## Electric field gradients around a nitrogen vacancy in AlN

### Two sizes to remember

In this calculation, an aluminium nucleus that has lost one of its four nitrogen neighbours sits in a field gradient of more than $8\times10^{21}$ V/m². At the known sites that keep four neighbours, of either element, the gradient stays below 2 in the same unit. The question is what orders the sites within this second, much larger group. If distance from the vacancy and the symmetry of the site are enough, they should foretell the results for three atoms held back here: N30, Al4 and Al10.

Field gradients at nuclei near an N vacancy of charge +3 in a 31-atom AlN supercell with relaxed ions. Ansatz 0.2.0, PBE, plane waves to 420 eV, default PAW datasets, scalar-relativistic, no spin polarisation, 4x4x2 k-point mesh. Vzz is the principal component of largest magnitude, with its sign; the asymmetry is (Vxx - Vyy)/Vzz.

| atom | like atoms | distance from the defect (Å) | Vzz (1e21 V/m^2) | asymmetry |
| --- | --- | --- | --- | --- |
| Al9 | 3 | 2.12 | 8.65 | 0.03 |
| Al1 | 1 | 2.48 | 8.22 | 0.00 |
| N25 | 3 | 3.06 | 1.24 | 0.50 |
| N24 | 3 | 3.06 | 1.75 | 0.55 |
| N18 | 3 | 3.11 | -1.96 | 0.87 |
| Al2 | 1 | 3.17 | 0.38 | 0.00 |
| Al15 | 1 | 3.65 | -0.80 | 0.00 |
| Al3 | 3 | 3.66 | 1.85 | 0.35 |
| N31 | 1 | 4.36 | 0.38 | 0.00 |
| N30 | 1 | 4.38 | ? | ? |
| Al4 | 3 | 4.40 | ? | ? |
| Al10 | 3 | 4.78 | ? | ? |
| N17 | 1 | 4.85 | 1.75 | 0.00 |
| Al16 | 1 | 5.66 | 0.35 | 0.00 |
| N19 | 3 | 5.87 | 0.42 | 0.68 |

The field gradient is the second derivative of the electrostatic potential at the nucleus. Its three principal components add up to zero, so two numbers describe them. $V_{zz}$ is the component of largest size, and the asymmetry $(V_{xx}-V_{yy})/V_{zz}$ tells how unequal the other two are. Equal neighbours at the corners of a regular tetrahedron produce no gradient at its centre. What remains comes from a departure from that shape, or from atoms farther out.

### Why a lost bond dominates

The two kinds of aluminium next to the vacancy, Al9 and Al1, show the strongest departure. Each has three nitrogen atoms on one side and an empty place on the other. Both have moved away from the vacancy, as positive ions do near a positively charged defect. The positions come from a relaxation of the ions in the charged cell, which ended with forces of at most 0.02 eV/Å. Al1 has moved by about 0.6 Å, which brings it roughly level with its three nitrogen atoms. Negative charge in a plane around the nucleus and little on the axis through it gives a large positive $V_{zz}$, and both sites have that sign.

The other atoms can be identified by comparing their distances with those in undisturbed wurtzite, taken from rough recalled lattice constants of 3.1 and 5.0 Å. Nearly all of them lie within a few hundredths of an ångström of the ideal distance. The clear exception is N17, which is 0.15 Å closer to the vacancy than these constants place it, or 0.13 Å when half the height of the cell, 4.981 Å, is taken as the ideal. N19, in the same nitrogen layer, fits its ideal distance well. N17 shares the axis through the vacancy with Al1 and Al2, and this fixes the direction of its shift. A move towards Al2 would squeeze that bond to 1.68 Å, whereas a move towards Al1 leaves it at 1.94 Å and brings N17 within 2.37 Å of Al1, against about 3.1 Å in the ideal lattice. N17 is far from the vacancy but close to the atom that has moved most, and it has nearly gained a fifth neighbour.

### What symmetry fixes

The column of like atoms carries more information than it seems to. The vacancy leaves the crystal a threefold axis. An atom off such an axis is turned into two others, which makes a set of three, whereas an atom with no partner must lie on an axis. On a threefold axis the two directions across it are equivalent, so $V_{xx}=V_{yy}$ and the asymmetry is zero. The known single atoms obey this without exception. Not all of these axes belong to the vacancy itself, however. Only Al1, Al2 and N17 lie on the axis through it. Al15, N31, N30 and Al16 lie about 3.6 Å to the side, on an axis that exists because three periodic copies of the vacancy surround them at equal distance. Around an isolated vacancy each of these four would belong to a set of three, and nothing would force its asymmetry to zero.

Symmetry leaves the size of $V_{zz}$ open at these sites. Undisturbed wurtzite already has one special direction and allows a gradient along it, so the tabulated values are totals of host and defect. Cubic zinc-blende AlN would behave differently: its perfect lattice has no gradient at any nucleus, and whatever appeared near a vacancy would be due to the defect.

### What distance might fix

For the atoms in sets of three there is a simple argument for a decay. The potential of a point charge falls as $1/r$, and two derivatives turn this into $1/r^3$. A point defect in an elastic solid displaces atoms by an amount that falls as $1/r^2$, so the strain, which distorts the tetrahedra, also falls as $1/r^3$. Both causes therefore suggest

$$|V_{zz}| = \frac{A}{r^3},$$

where $r$ is the distance from the vacancy.

The constant $A$ was taken from the five known sets of three with four neighbours: N25, N24, N18, Al3 and N19. Averaging the logarithm of $|V_{zz}|\,r^3$ over them gives $A = 60.5$, with $|V_{zz}|$ in $10^{21}$ V/m² and $r$ in ångström. This is seven times what a bare charge of $+3$ would produce without any screening. The bare charge alone is too weak. Distorted bonds, the response of the atom's own electrons and the gradient already present in the host may all contribute to the rest, and the fit cannot separate them.

When each of the five sites is left out in turn, the law typically misses it by a factor of 1.5. A plain constant of 1.27, which ignores distance altogether, misses by a factor of 2.1. The preference for a decay rests largely on one site, the distant N19 with its small gradient.

### The forecasts

Al4 serves as the worked case; it took no part in finding $A$. At a distance of 4.40 Å,

$$|V_{zz}| = \frac{60.5}{4.40^3} = \frac{60.5}{85.2} = 0.71 .$$

The same step gives 0.55 for Al10. For N30, a single atom, the estimate is the geometric mean of $|V_{zz}|$ over the five known single atoms with four neighbours, which is 0.59. The asymmetry of Al4 and Al10 is forecast as the plain average over the five sets of three.

The forecasts, with $|V_{zz}|$ in $10^{21}$ V/m², are:

- **N30:** asymmetry 0.00; $|V_{zz}|$ about 0.6, between 0.2 and 1.8.
- **Al4:** asymmetry about 0.6, between 0.3 and 0.9; $|V_{zz}|$ about 0.7, between 0.24 and 2.1.
- **Al10:** asymmetry about 0.6, between 0.3 and 0.9; $|V_{zz}|$ about 0.55, between 0.18 and 1.7.

The ranges for $|V_{zz}|$ allow a factor of three either way. This is a judgement, made because the sites are few, two elements share one constant, and N17 shows that a distant atom can have a large gradient. Only the size is forecast. At high asymmetry two components of opposite sign are almost equally large, and a small change can swap which of them is called $V_{zz}$.

### The computed values

The withheld rows as computed:

| atom | like atoms | distance from the defect (Å) | Vzz (1e21 V/m^2) | asymmetry |
| --- | --- | --- | --- | --- |
| N30 | 1 | 4.38 | 0.04 | 0.00 |
| Al4 | 3 | 4.40 | -1.28 | 0.63 |
| Al10 | 3 | 4.78 | 1.95 | 0.63 |

All three asymmetries agree with the forecasts, but they do not carry equal weight. The zero at N30 follows from the symmetry of the periodic array of vacancies and had no room to be anything else in this cell. The values for Al4 and Al10 lie within 0.04 of the average used as the forecast. The five known sets of three scatter far more widely than that, from 0.35 to 0.87, so the close agreement is no sign that the asymmetry of such sites is understood.

The sizes fare worse, with one hit and two misses. Al4, at 1.28, lies inside its range, though 1.8 times above the estimate. Al10, at 1.95, is 3.5 times its estimate and exceeds the upper limit of 1.7. N30, at 0.04, falls short of its lower limit by a factor of five.

### Why the decay fails

Al10 is farther from the vacancy than Al4 and yet has the larger gradient, the opposite of what a decay requires. The constant of 1.27 would have served better for both: it matches Al4 and falls short at Al10 by a factor of only 1.5. The one distant site that had favoured the $1/r^3$ law was too thin a basis for it.

The size of the cell gives a physical reason to distrust the law here. The vacancy repeats sideways every 6.2 Å, and Al4 lies midway between two of these copies, equally far from both. A formula with a single distance leaves out the second vacancy, although it is as near as the first. The same holds for N18, Al3 and N19, three of the five sites that fixed $A$. This does not explain the order of the two sites, however: Al10 has only one nearest vacancy and yet the larger gradient. Along the hexagonal axis, N17 is close to the midpoint between two vacancies. The table thus describes a dense array of vacancies, in which no atom is far from all of them, and it cannot show how the gradient fades around an isolated one.

For the particular height of Al10 there is only a conjecture. In the wurtzite lattice Al10 is bonded to N17, the one distant atom whose distance from the vacancy has clearly changed and that has a large gradient of its own. A shifted neighbour distorts the tetrahedron around Al10, and this may raise its gradient. The comparison with Al2 calls for caution, however: it too is bonded to N17, and its $V_{zz}$ is only 0.38, although Al2 has itself moved the same way as N17, so that this bond is little changed.

### Why N30 could be so small

The miss at N30 exposes a flaw in the way the estimate was made. On a threefold axis the whole gradient is one signed number, measured along a direction that symmetry has fixed. Contributions from the host and from the defect can have opposite signs and cancel. Such sign changes do occur among the known single atoms: Al15 has $-0.80$, while Al2 has $+0.38$. A geometric mean of sizes treats a value near zero as almost impossible, although for a signed number it is nothing unusual.

An atom in a set of three is different. It lies on a mirror plane, where the gradient is made up of three independent numbers, and its largest component is small only if all three are small together. One accidental cancellation is not enough. For N18, Al3, Al4 and N19 the mirror is again supplied by the periodic copies; around a single vacancy they would form sets of six with still less symmetry. This fits the results: the seven sets of three with four neighbours, the two revealed ones included, run from 0.42 to 1.96, whereas the single atoms with four neighbours reach down to 0.04.

N31 makes the same point from another side. It is the same element as N30, also lies on a threefold axis and is almost equally far from the vacancy, yet its $V_{zz}$ is 0.38. The two atoms have the same sideways offset, one in the nitrogen layer above the vacancy and one in the layer below, and wurtzite is polar, so these sides are not equivalent. The value for N30 is best read as close to zero, not as exactly 0.04. The gap of this cell, whose charge is cancelled by a uniform background, is only 0.27 eV, and the makers of the data warn that with a small gap field gradients can move with the mesh of $k$ points. That warning comes from their tests on other systems. Only one mesh was used here, so the size of any such shift is unknown, at N30 as at every other site, and the narrow margin by which Al10 exceeds its upper limit may depend on it.

### What a measurement could tell apart

Nuclear magnetic resonance senses the gradient through the quadrupole coupling of the nucleus. For aluminium, a gradient of $10^{21}$ V/m² corresponds to roughly 3.5 MHz, with the quadrupole moment of 0.1466 barn used in the run. The four aluminium atoms around the vacancy would then show couplings near 30 MHz, and every other aluminium atom in this cell at most about 7 MHz. In this cell a coupling of the first kind belongs only to aluminium with a lost bond. A coupling of the second kind would not reveal how far away the vacancy is, since Al3 and Al10 have nearly equal gradients at distances more than 1 Å apart.

The same order of questions is a reasonable start for a neighbouring site or defect, though only one defect was examined here. The number of bonds comes first, because aluminium with a lost bond has more than four times the gradient of any other site in the table. Site symmetry comes next: it decides whether the asymmetry must vanish and whether a single cancellation can remove the gradient, provided the symmetry belongs to the defect and not merely to the supercell. Distance comes after these two, and testing its role needs a cell wide enough for one vacancy to be clearly the nearest.
